**Dipole and quadrupole polarisabilities of Dy26+ at imaginary frequency: a hidden low quadrupole pole**

The table holds the dipole and quadrupole polarisabilities of Dy26+, [Kr](4d3/2)⁴, at 16 imaginary frequencies from 0 to 1400 hartree, from relativistic RPA (no-pair Dirac–Coulomb, B-spline basis) on a reference closed only in jj coupling. The program tests sums of positive poles: a local pole through neighbouring rows, a London pole for the dipole, three fitted poles with the static row left out, and linear-programming bounds over any positive poles. The dipole is smooth, although one pole is 85% too low at the highest frequency. The static quadrupole exceeds the smooth extrapolation by about 0.021 bohr⁵ (44.5% of its value), which requires an excitation no higher than about 0.6 hartree. Subshell parts and a hydrogenic order-of-magnitude estimate are compatible with the 4d3/2→4d5/2 transition as its origin.

Dipole and quadrupole polarisabilities at imaginary frequency for Dy26+ (Z = 66) in the closed-shell configuration [Kr] (4d3/2)4, computed with B-spline many-body code 1. The method is relativistic RPA (time-dependent Dirac-Hartree-Fock) with the no-pair Dirac-Coulomb Hamiltonian and a nuclear rms radius of 5.2218 fm.

## Analysis program

```python
# Table: dipole and quadrupole polarisabilities of Dy26+ [Kr](4d3/2)4 at imaginary frequency, B-spline many-body code,
# relativistic RPA (no-pair Dirac-Coulomb). Tested: sums of positive poles a E^2/(E^2+w^2); which rows break a smooth sum.
T = {
    'imaginary_frequency': [0.0, 2.81, 7.01, 14.0, 21.0, 28.1, 42.1, 56.1, 70.1, 98.2, 140.0, 210.0, 281.0, 421.0, 701.0, 1400],  # hartree
    'dipole_polarisability_curve': [0.111, 0.09654, 0.06047, 0.03028, 0.01876, 0.01311, 0.007837, 0.005342, 0.003908, 0.002363, 0.001336, 0.0006676, 0.0003972, 0.0001892, 7.231e-05, 1.893e-05],  # bohr³
    'quadrupole_polarisability_curve': [0.04643, 0.02472, 0.02032, 0.01338, 0.008897, 0.006166, 0.003408, 0.00214, 0.001465, 0.0008064, 0.0004204, 0.0001951, 0.0001112, 5.042e-05, 1.841e-05, 4.647e-06],  # bohr⁵
}
import numpy as np
from scipy.optimize import least_squares, linprog
from scipy.constants import alpha as fs
w = np.array(T['imaginary_frequency'], float)
Y = {'dipole': np.array(T['dipole_polarisability_curve'], float), 'quadrupole': np.array(T['quadrupole_polarisability_curve'], float)}
# further outputs of the same run (less vetted): static, uncoupled, S(-4), subshell parts
a1, a1u, a2, a2u, S4 = 0.110985, 0.128442, 0.0464343, 0.0305607, 0.00216097
q4d, d4d, d4p3, d4p1 = 0.0305478, 0.048495, 0.0585148, 0.0014178
half = lambda x, n: 0.5*10**(np.floor(np.log10(x)) - n + 1)/x   # relative rounding, n figures
rw = np.r_[0, half(w[1:], 3)]
poles = lambda p: sum(np.exp(p[i+3])*np.exp(2*p[i])/(np.exp(2*p[i]) + w**2) for i in range(3))
G = np.geomspace(0.05, 2e4, 800)
def lp(k, first, E, c=None):   # best worst-row misfit in rounding units; with c also min and max of c.a
    K = (E**2/(E**2 + w[first:, None]**2))/Y[k][first:, None]
    s = K.max(0); A = K/s/tol[k][first:, None]; b = 1/tol[k][first:]; o = np.ones((len(b), 1))
    t = linprog(np.r_[0*E, 1], A_ub=np.block([[A, -o], [-A, -o]]), b_ub=np.r_[b, -b]).fun
    if c is None: return t
    L = max(1, 1.02*t)
    return t, [g*linprog(g*c/s*1e3, A_ub=np.r_[A, -A], b_ub=np.r_[b+L, L-b]).fun/1e3 for g in (1, -1)]
tol, loc, dloc, res, fit = {}, {}, {}, {}, {}
start = {'dipole': [7, 40, 300, .1, .008, 1e-4], 'quadrupole': [11, 25, 100, .015, .01, 3e-4]}
for k, y in Y.items():
    ry = half(y, 4); tol[k] = ry + rw*np.r_[0, abs(np.gradient(np.log(y[1:]), np.log(w[1:])))]
    m = y*w**2; u = m*(ry + 2*rw)
    loc[k] = np.sqrt(-np.diff(m)/np.diff(y)); dloc[k] = 0.5*loc[k]*(u[1:] + u[:-1])/np.diff(m)
    p = least_squares(lambda p: np.log(poles(p)/y)[1:], np.log(start[k]), bounds=([np.log(3)]*3 + [-30]*3, [12]*6)).x
    fit[k] = poles(p); res[k] = 100*(fit[k]/y - 1)
    print(k, '3 poles, static row left out: E/hartree', ' '.join('%.1f' % v for v in np.exp(p[:3])), '; a/au', ' '.join('%.3g' % v for v in np.exp(p[3:])))
d, q = Y['dipole'], Y['quadrupole']
E0 = np.sqrt(a1/S4); lon = 100*(a1*E0**2/(E0**2 + w**2)/d - 1)
print('London dipole pole sqrt(alpha/S(-4)) = %.2f hartree, strength %.2f electrons of 40' % (E0, a1*E0**2))
print('w | local pole E from previous row (hartree): dip, quad | error %: London dip, 3-pole dip, 3-pole quad | rounding %: dip, quad')
for i in range(len(w)):
    e = '%.2f+-%.2f %.2f+-%.2f' % (loc['dipole'][i-1], dloc['dipole'][i-1], loc['quadrupole'][i-1], dloc['quadrupole'][i-1]) if i else '- -'
    print('%g | %s | %+.1f %+.2f %+.2f | %.2f %.2f' % (w[i], e, lon[i], res['dipole'][i], res['quadrupole'][i], 100*tol['dipole'][i], 100*tol['quadrupole'][i]))
for k, y in Y.items():
    j = 1 + np.argmax(abs(res[k][1:])); one = y[1]*(1 + w[1]**2/loc[k][1]**2)
    print('%s: fall %.1f%% in step 1, %.1f%% in step 2; local E ratio step 2/step 1 = %.2f; worst fitted row w=%g (%+.2f%%)' % (k, 100*(1-y[1]/y[0]), 100*(1-y[2]/y[1]), loc[k][1]/loc[k][0], w[j], res[k][j]))
    print('  static %.4g au; one pole through rows 2.81, 7.01 gives %.4f (excess %.4f, %.1f%% of static); 3 poles give %.4f (excess %.4f, %.1f%%)' % (y[0], one, y[0]-one, 100*(1-one/y[0]), fit[k][0], y[0]-fit[k][0], 100*(1-fit[k][0]/y[0])))
    H = G[G >= 3]; t, r = lp(k, 1, H, np.ones(len(H)))
    print('  any positive poles above 3 hartree, static row left out: misfit %.2f roundings, static range %.4f to %.4f' % (t, *r))
    print('  the same poles with the static row included: best misfit %.2f roundings' % lp(k, 0, H))
    t, r = lp(k, 0, G, 1.0*(G < 3))
    print('  poles from 0.05 hartree up, all rows: misfit %.2f roundings, static part below 3 hartree %.4f to %.4f au' % (t, abs(r[0]), abs(r[1])))
    lo, hi, L = 0, int(np.searchsorted(G, 10)), max(1, 1.02*t)
    while hi - lo > 1:
        mid = (lo + hi)//2
        lo, hi = (mid, hi) if lp(k, 0, G[mid:]) <= L else (lo, mid)
    print('  lowest excitation can lie no higher than %.2f hartree' % G[lo])
    m = (y*w**2)[-3:]
    print('  alpha*w^2 at last three rows: %.3f %.3f %.3f; last step %+.1f%% (rounding about %.1f%%)' % (*m, 100*(m[2]/m[1]-1), 200*(rw[-1]+rw[-2])))
ex = q[0] - fit['quadrupole'][0]
print('dipole alpha*w^2 in last row = %.1f%% of 40' % (100*d[-1]*w[-1]**2/40))
print('4d3/2 part of static quadrupole %.1f%%; 3-pole excess / 4d3/2 part = %.2f; other subshells %.4f bohr^5' % (100*q4d/a2, ex/q4d, a2-q4d))
print('coupled vs uncoupled: quadrupole %+.1f%%, dipole %+.1f%%' % (100*(a2/a2u-1), 100*(a1/a1u-1)))
print('static dipole: 4p3/2 %.1f%%, 4d3/2 %.1f%%, 4p1/2 %.1f%%; 4p3/2 over 4p1/2 per electron %.1f' % (100*d4p3/a1, 100*d4d/a1, 100*d4p1/a1, d4p3/4/(d4p1/2)))
print('hydrogenic 4d splitting, order only: %.2f hartree (Zeff 30, fully screened) to %.1f (Z 66, bare)' % tuple(fs**2*z**4/(2*4**3*6) for z in (30, 66)))
assert all((np.diff(y) < 0).all() for y in Y.values())
assert loc['quadrupole'][1]/loc['quadrupole'][0] > 3 and 1 < loc['dipole'][1]/loc['dipole'][0] < 1.5
assert 0 < ex < q4d
assert (np.diff(d*w**2) > 0).all() and d[-1]*w[-1]**2 < 40
```

Printed output:

```
dipole 3 poles, static row left out: E/hartree 7.5 46.0 205.5 ; a/au 0.0992 0.00834 0.000322
quadrupole 3 poles, static row left out: E/hartree 11.4 24.2 104.1 ; a/au 0.0172 0.00841 0.000177
London dipole pole sqrt(alpha/S(-4)) = 7.17 hartree, strength 5.70 electrons of 40
w | local pole E from previous row (hartree): dip, quad | error %: London dip, 3-pole dip, 3-pole quad | rounding %: dip, quad
0 | - - | -0.0 -2.84 -44.51 | 0.05 0.01
2.81 | 7.26+-0.01 3.00+-0.01 | -0.4 -0.88 -0.20 | 0.10 0.06
7.01 | 7.83+-0.01 13.51+-0.02 | -6.2 +1.86 +0.43 | 0.06 0.06
14 | 9.91+-0.08 15.30+-0.10 | -23.9 -0.27 -0.34 | 0.41 0.34
21 | 14.25+-0.26 17.04+-0.25 | -38.3 -1.32 -0.12 | 0.31 0.28
28.1 | 19.18+-0.38 18.60+-0.36 | -48.3 -0.62 +0.23 | 0.26 0.25
42.1 | 25.91+-0.27 20.61+-0.29 | -60.1 +1.03 +0.28 | 0.16 0.20
56.1 | 34.22+-0.38 23.41+-0.49 | -66.6 +1.17 -0.02 | 0.13 0.17
70.1 | 40.84+-0.52 26.22+-0.74 | -70.6 +0.49 -0.26 | 0.12 0.16
98.2 | 48.16+-0.39 29.61+-0.54 | -75.1 -0.94 -0.27 | 0.10 0.10
140 | 57.53+-1.90 34.65+-2.55 | -78.3 -1.38 +0.01 | 0.63 0.68
210 | 69.79+-3.64 40.20+-5.69 | -80.7 -0.22 +0.33 | 0.42 0.48
281 | 84.31+-5.66 45.87+-10.18 | -81.8 +0.88 +0.34 | 0.33 0.39
421 | 102.16+-4.80 50.67+-9.30 | -83.0 +1.43 +0.18 | 0.25 0.24
701 | 130.78+-4.63 58.67+-9.98 | -84.0 +0.42 -0.15 | 0.14 0.17
1400 | 171.48+-17.91 66.81+-44.26 | -84.6 -1.54 -0.43 | 0.72 0.72
dipole: fall 13.0% in step 1, 37.4% in step 2; local E ratio step 2/step 1 = 1.08; worst fitted row w=7.01 (+1.86%)
  static 0.111 au; one pole through rows 2.81, 7.01 gives 0.1090 (excess 0.0020, 1.8% of static); 3 poles give 0.1078 (excess 0.0032, 2.8%)
  any positive poles above 3 hartree, static row left out: misfit 0.03 roundings, static range 0.1103 to 0.1182
  the same poles with the static row included: best misfit 0.03 roundings
  poles from 0.05 hartree up, all rows: misfit 0.03 roundings, static part below 3 hartree 0.0000 to 0.0029 au
  lowest excitation can lie no higher than 6.66 hartree
  alpha*w^2 at last three rows: 33.534 35.533 37.103; last step +4.4% (rounding about 0.9%)
quadrupole: fall 46.8% in step 1, 17.8% in step 2; local E ratio step 2/step 1 = 4.51; worst fitted row w=7.01 (+0.43%)
  static 0.04643 au; one pole through rows 2.81, 7.01 gives 0.0258 (excess 0.0206, 44.5% of static); 3 poles give 0.0258 (excess 0.0207, 44.5%)
  any positive poles above 3 hartree, static row left out: misfit 0.05 roundings, static range 0.0259 to 0.0267
  the same poles with the static row included: best misfit 330.83 roundings
  poles from 0.05 hartree up, all rows: misfit 0.05 roundings, static part below 3 hartree 0.0197 to 0.0222 au
  lowest excitation can lie no higher than 0.61 hartree
  alpha*w^2 at last three rows: 8.936 9.047 9.108; last step +0.7% (rounding about 0.9%)
dipole alpha*w^2 in last row = 92.8% of 40
4d3/2 part of static quadrupole 65.8%; 3-pole excess / 4d3/2 part = 0.68; other subshells 0.0159 bohr^5
coupled vs uncoupled: quadrupole +51.9%, dipole -13.6%
static dipole: 4p3/2 52.7%, 4d3/2 43.7%, 4p1/2 1.3%; 4p3/2 over 4p1/2 per electron 20.6
hydrogenic 4d splitting, order only: 0.06 hartree (Zeff 30, fully screened) to 1.3 (Z 66, bare)
```
